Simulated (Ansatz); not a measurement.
Method: Ansatz, DFT PBE, scalar-relativistic, plane waves, PAW. Settings: cutoff 420 eV, Γ-centred meshes spaced at most about 0.3 Å⁻¹, and about 0.25 Å⁻¹ or finer for metals (2π included), Gaussian smearing. No spin polarisation in the final relaxations.

Temperature and zero-point effects are left out.

Two relaxed structures of Ba2Hf2O:

A. Space group P6/mmm (No. 191), hexagonal, a = 5.156 Å, c = 6.645 Å. Ba is surrounded by 3 Ba at 2.98 Å, 3 O at 2.98 Å and 2 Hf at 3.32 Å; around Hf lie 3 Hf at 2.98 Å and 2 Ba at 3.32 Å; O has 6 Ba at 2.98 Å.

B. Space group P-3m1 (No. 164), trigonal, a = 3.533 Å, c = 12.407 Å. Around Ba lie 3 O at 2.64 Å, 6 Ba at 3.53 Å, 3 Ba at 3.92 Å and 3 Hf at 3.97 Å; around Hf lie 3 Hf at 3.03 Å, 6 Hf at 3.53 Å and 3 Ba at 3.97 Å; O is surrounded by 6 Ba at 2.64 Å.

Task: Which would you expect to be lower, and how large is the difference?

Result: B is lower, by 1.34 eV/atom. A has space group P6/mmm (No. 191), 30.6 Å³/atom and no gap on its mesh; B has space group P-3m1 (No. 164), 26.8 Å³/atom and no gap. The denser one is the lower, and pressure would at first widen the difference. Both come from invented guesses.

These runs have no spin–orbit coupling, which can matter for Hf. A magnetic state wasn't ruled out in cells without spin, among them P6/mmm. Cells relaxed within their symmetry can be saddle points.

The 1.34 eV/atom preference for B is very large for two arrangements of the same composition and probably reflects severe crowding in A. There, Ba–Ba contacts of 2.98 Å are far shorter than in barium metal, so semicore repulsion should be strong, yet the equally long Ba–O contacts are stretched relative to barium oxide. With O at the centre of a Ba hexagon, the two distances are locked together, and expanding the ring to relieve one weakens the other.

B removes this conflict: Ba–O shortens to 2.64 Å while the nearest Ba–Ba distance grows to 3.53 Å. Hf also gains more Hf neighbours at distances compatible with metallic d bonding, although the shared in-plane lattice probably leaves the Ba–O part compressed and the Hf part stretched. The absence of a gap fits the oxygen-poor composition, since oxide formation takes up only a fraction of the metal valence electrons. The ordering doesn't show that B would survive separation into barium oxide and metallic phases.
